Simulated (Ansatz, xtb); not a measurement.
**B4H9N3Si: which of two isomers lies lower**

Structure a: `BN1BNBN([SiH3])B1`, a singlet. Structure b: `BN1BNBNB1[SiH3]`, a singlet. Both are isolated molecules in the gas phase, relaxed with PBE0-D3(BJ)/def2-SVP; the shapes shown needn't be the lowest conformers.

a (Å):

```xyz
17

B     1.7352    2.9775   -0.1969
B     1.3024    0.5650   -0.6956
B     0.2076   -0.8698    1.0401
B     0.6446    1.5302    1.5198
N     1.2320    1.7020    0.2058
N     0.7892   -0.6801   -0.2483
N     0.1368    0.2558    1.9325
Si   -0.5657    0.1389    3.5549
H     1.6699    3.9119    0.5661
H     2.2203    3.1048   -1.2962
H     1.7853    0.6791   -1.7951
H     0.8378   -1.4735   -0.8747
H    -0.2140   -1.9549    1.3659
H    -1.7238    1.0711    3.6801
H     0.4538    0.5007    4.5822
H    -1.0225   -1.2626    3.7697
H     0.5839    2.4744    2.2742
```

b (Å):

```xyz
17

B     0.6921   -0.0504    2.6070
B     2.2860    1.1833    1.1478
B     1.7479    1.5580   -1.2628
B     0.1199    0.3098    0.1926
N     1.0269    0.4759    1.3241
N     2.6069    1.7006   -0.1341
N     0.5176    0.8587   -1.0587
Si   -1.6635   -0.6609    0.3327
H     1.4505    0.0930    3.5357
H    -0.3530   -0.6401    2.7601
H     3.0417    1.3259    2.0772
H     3.4844    2.1912   -0.2485
H     2.0431    2.0068   -2.3441
H    -0.1044    0.7488   -1.8501
H    -2.3299   -0.6393   -1.0147
H    -1.5165   -2.0974    0.7286
H    -2.6055   -0.0144    1.3005
```

Estimate which is lower in electronic energy at CCSD(T)/def2-SVP + ΔMP2/def2-TZVPP, and by roughly how much.

The CCSD(T)/def2-SVP + ΔMP2/def2-TZVPP calculation puts structure a lower, by 13.4 kcal/mol.

Level by level:

```
                             level              geometry  E(b) − E(a) (kcal/mol)  departure from the last row (kcal/mol)  job, with rough time for the two
                          GFN2-xTB              GFN2-xTB                     +25.9                                   +12.6              optimisation, 0.43 s
                         HF/STO-3G              GFN2-xTB                     +18.2                                    +4.8               single point, 0.7 s
                r2SCAN-D4/def2-SVP              GFN2-xTB                      +9.6                                    −3.8               single point, 7.8 s
              PBE0-D3(BJ)/def2-SVP  PBE0-D3(BJ)/def2-SVP                      +7.8                                    −5.6             optimisation, 1.9 min
                       HF/def2-SVP  PBE0-D3(BJ)/def2-SVP                     +15.2                                    +1.9           part of the CCSD(T) run
                      MP2/def2-SVP  PBE0-D3(BJ)/def2-SVP                     +12.9                                    −0.5           part of the CCSD(T) run
                  CCSD(T)/def2-SVP  PBE0-D3(BJ)/def2-SVP                     +11.3                                    −2.1                      single point
CCSD(T)/def2-SVP + ΔMP2/def2-TZVPP  PBE0-D3(BJ)/def2-SVP                     +13.4                                                     single point, 3.5 min
```

As drawn, b has 1 B–Si, 1 N–H in place of 1 N–Si, 1 B–H.

The levels shown agree on the order. The largest departure from CCSD(T)/def2-SVP + ΔMP2/def2-TZVPP is that of GFN2-xTB, 12.6 kcal/mol. The last row adds to CCSD(T) the change of the MP2 difference between the two basis sets, here +2.1 kcal/mol.

With thermal terms from frequencies at re-optimised GFN2-xTB minima (ideal gas, soft modes damped towards free rotors, one conformer each, 298.15 K, 1 atm): the zero-point term adds +1.2 kcal/mol; ΔH is +14.5 and ΔG +14.6 kcal/mol.

The correlated steps freeze 12 core orbitals. Run with Ansatz 0.2.0, xtb 6.7.1; the last row on 2 threads of Arm Neoverse V2 on a shared host.

The preference for a is best read as a preference for silicon on nitrogen over silicon on boron. Both isomers keep the borazine ring and its N-bound BH2 group, so the main change is the exchange of N–Si and B–H for B–Si and N–H. The strongly polar N–Si bond, helped by some donation from the nitrogen lone pair into Si–H σ* orbitals, outweighs the gain of an N–H bond in b, where silicon is tied to a partner of similar electronegativity. In b the silyl group also sits next to the BH2 group, so crowding probably adds to the gap.

In the smaller basis, correlation narrows the Hartree–Fock gap from +15.2 to +11.3 kcal/mol, while basis enlargement widens it again. The closeness of HF/def2-SVP to the final value therefore probably reflects cancelling errors. Thermal terms leave the preference intact, with little entropic contribution. A B-silyl isomer with the two substituents farther apart would be needed to separate the bond preference from the crowding.
